Working notes: the coupling g of the SSH chain, and a wrong first estimate of its dimerisation

Attempt 1 below is wrong. I keep it because it gets λ right and the gap badly wrong.

Model and conventions

The chain has N hydrogen atoms with spacing a, one orthogonalised 1s orbital and one electron per site, and a fixed total length. The Su-Schrieffer-Heeger Hamiltonian is

H = −Σ_n,σ [t − α(u_(n+1) − u_n)] (c†_(n+1)σ c_nσ + h.c.) + Σ_n [p_n²/2M + (K/2)(u_(n+1) − u_n)²].

The band is ε_k = −2t cos ka with k_F = π/2a, and the bare phonons have ω_q = 2√(K/M) |sin(qa/2)|. I expand c_n = N^(−1/2) Σ_k e^(ikna) c_k and u_n = N^(−1/2) Σ_q l_q e^(iqna)(b_q + b†_(−q)) with l_q = √(ħ/2Mω_q), and define g by H_ep = N^(−1/2) Σ g c†_(k+q)σ c_kσ (b_q + b†_(−q)).

The inputs are illustrative: a = 1.0 Å, t = 5.0 eV, K = 50 eV/Å², M = 1.008 amu, and α = 2t/a = 10 eV/Å from an assumed scaling t ∝ d^(−2) with bond length d. At q = π/a these give ħω_π = 0.911 eV and l_π = 0.0477 Å.

Attempt 1 (wrong)

The bond stretch brings a factor (e^(iqa) − 1), the two hopping directions bring e^(−i(k+q)a) + e^(ika), and the product is 4i sin(qa/2) cos(ka + qa/2). I argued that only scattering from −k_F to +k_F matters, for which k = −q/2 and the cosine equals one, and wrote

(A) g(q) = 4iα l_q sin(qa/2) for every k. [WRONG]

At q = 2k_F = π/a this gives |g| = 4α l_π = 1.91 eV and 2|g|²/ħω_π = 4α²/K = 8.0 eV. The density of states at the Fermi level, per site and per spin, counting both Fermi points, is N_F = 1/(2πt) = 0.0318 eV⁻¹. I define λ as the product, λ = 2α²/(πtK) = 0.255, so 1/(2λ) = 1.963. Other conventions differ from this one by factors of two.

Next I froze in u_n = (−1)^n u. With (A), states k and k + π/a mix through an element of constant modulus Δ = 4αu, so E_k = ±√(4t² cos²ka + Δ²). Set z = Δ/2t and x = ka. Filling the lower band with both spins and adding the elastic energy 2Ku² = KΔ²/8α² gives, per site,

E(z) = −(4t/π) ∫_0^(π/2) √(cos²x + z²) dx + (Kt²/2α²) z²,

and dE/dz = 0 reads 1/(2λ) = ∫_0^(π/2) dx / √(cos²x + z²). For small z the integral tends to ln(4/z), so Δ ≈ 8t exp(−1/(2λ)) = 5.61 eV. The full equation gives z = 0.527, Δ = 5.27 eV, a gap 2Δ = 10.5 eV, u = 0.132 Å, bonds a ∓ 2u of 0.74 and 1.26 Å, and an energy gain of 0.46 eV per site. All of these are wrong.

The symptom

I diagonalised the dimerised ring in real space at that same u. The hoppings alternate as t± = t ± 2αu. The gap came out as 8αu = 10.5 eV, as expected. The lowest level did not move: it stayed at −2t = −10.0 eV, where Attempt 1 puts it at −√(4t² + Δ²) = −11.3 eV, which is 1.3 eV lower. The real-space result can be seen by hand. The state with equal amplitude on all sites is an eigenstate with energy −(t+ + t−) = −2t for any u.

A sum rule says the same without diagonalising. Per site and spin, Tr H²/N = t+² + t−² = 2t² + Δ²/2, while the spectrum of Attempt 1 averages to 2t² + Δ². The squared coupling summed over the band is too large by exactly two.

The spectrum ±√(4t² cos²ka + Δ²) is in fact that of uniform hopping with site energies ±Δ alternating along the chain. A coupling that depends on q alone multiplies the density operator Σ_k c†_(k+q) c_k, so it shifts site energies. In the SSH chain the displacement changes hoppings only, and in the dimerised state all sites remain equivalent by inversion through a bond centre. I had solved a different model.

The faulty line

It is (A). Setting cos(ka + qa/2) = 1 is right for the single state k = −q/2 and its partner shifted by π/a. I then carried the result into an integral over the whole occupied band.

Attempt 2 (mended)

Multiplying out, (e^(iqa) − 1)(e^(−i(k+q)a) + e^(ika)) = e^(−ika) + e^(i(k+q)a) − e^(−i(k+q)a) − e^(ika), so

(B) g(k,q) = 2iα l_q [sin((k+q)a) − sin(ka)] = 4iα l_q sin(qa/2) cos(ka + qa/2),

|g|² = g_max² |sin(qa/2)| cos²(ka + qa/2), with g_max² = 4α²ħ/√(KM) and g_max = 1.91 eV.

Four properties follow. The coupling vanishes at q = 0, since a rigid translation stretches no bond. For small q, |g| ≈ g_max (|q|a/2)^(1/2) |cos ka|, so at the band edge k = 0 it goes as q^(1/2); the factor cos ka is the response 2αδ cos ka of the band to a uniform stretch δ of every bond. At k = ±k_F of the half-filled band that factor is zero and |g| ≈ g_max (|q|a/2)^(3/2). The largest value, g_max, needs q = π/a and k = ±π/2a, which is backscattering by 2k_F between the Fermi points. Hence λ = 2α²/(πtK) = 0.255 stands as computed. At the same q = π/a the band-edge state has g = 0, which is the unmoved level I saw.

For the frozen distortion the element between k and k + π/a is 2iαu[sin(ka + π) − sin ka] = −iΔ sin ka, so

E_k = ±√(4t² cos²ka + Δ² sin²ka).

This gives ±2t at k = 0 and a mean square 2t² + Δ²/2, as real space requires. The energy per site becomes

E(z) = −(4t/π) ∫_0^(π/2) √(cos²x + z² sin²x) dx + (Kt²/2α²) z²,

and the minimum obeys

1/(2λ) = ∫_0^(π/2) sin²x dx / √(cos²x + z² sin²x) = [𝐊(m) − 𝐄(m)]/m, m = 1 − z²,

with 𝐊 and 𝐄 the complete elliptic integrals of parameter m. For small z the right side tends to ln(4/z) − 1. The logarithm comes from x near π/2, where sin²x = 1, and is the same in both attempts. The −1 is the removed weight, ∫_0^(π/2) (1 − sin²x)/cos x dx = 1, spread over states far from the Fermi level. Therefore Δ ≈ 8t exp(−1 − 1/(2λ)) = 2.07 eV, and the full equation gives z = 0.219.

Size of the error

From the full equations, wrong against mended:

Δ: 5.27 eV against 2.19 eV
gap 2Δ: 10.5 eV against 4.38 eV
u: 0.132 Å against 0.055 Å
bonds: 0.74 and 1.26 Å against 0.89 and 1.11 Å
energy gain per site: 0.46 eV against 0.073 eV

The slip inflates Δ and u by 2.4 and the energy gain by 6.4. It does not fade at weak coupling. As λ → 0 the ratio of gaps tends to e = 2.72, and since the gain tends to tz²/π in both attempts, its ratio tends to e² = 7.39. A check on λ alone cannot detect it.

What the mended numbers are worth

They are the static mean-field values of the model, and three omitted terms are not small. First, the assumed scaling has curvature t″ = 6t/a² = 30 eV/Å². Acting on the band energy −4t/π per site it lowers the spring constant by 4t″/π = 38 eV/Å², so K = 50 eV/Å² must be read as the net value after that subtraction. Second, the bare zero-point fluctuation of a bond length is l_π √(8/π) = 0.076 Å, against a static shift 2u = 0.11 Å, and ħω_π/2Δ = 0.21, so the nuclei are far from classical. Third, the unscreened repulsion of two electrons in one hydrogen 1s orbital is 5/8 hartree = 17.0 eV, against a bandwidth 4t = 20 eV. The factors 2.4 and 6.4 compare two treatments of the same Hamiltonian and are untouched by these omissions, but the second digit of u or of the gap has meaning only inside the model.

As typical knowledge, a hydrogen chain left to relax pairs up towards H₂ units with a bond of about 0.74 Å, which at this mean spacing would be a shift of up to 0.26 Å; the model's 0.11 Å falls short by up to a factor of roughly two. That the wrong attempt landed near the molecular bond length is an accident of the chosen K, and it delayed my running the real-space check.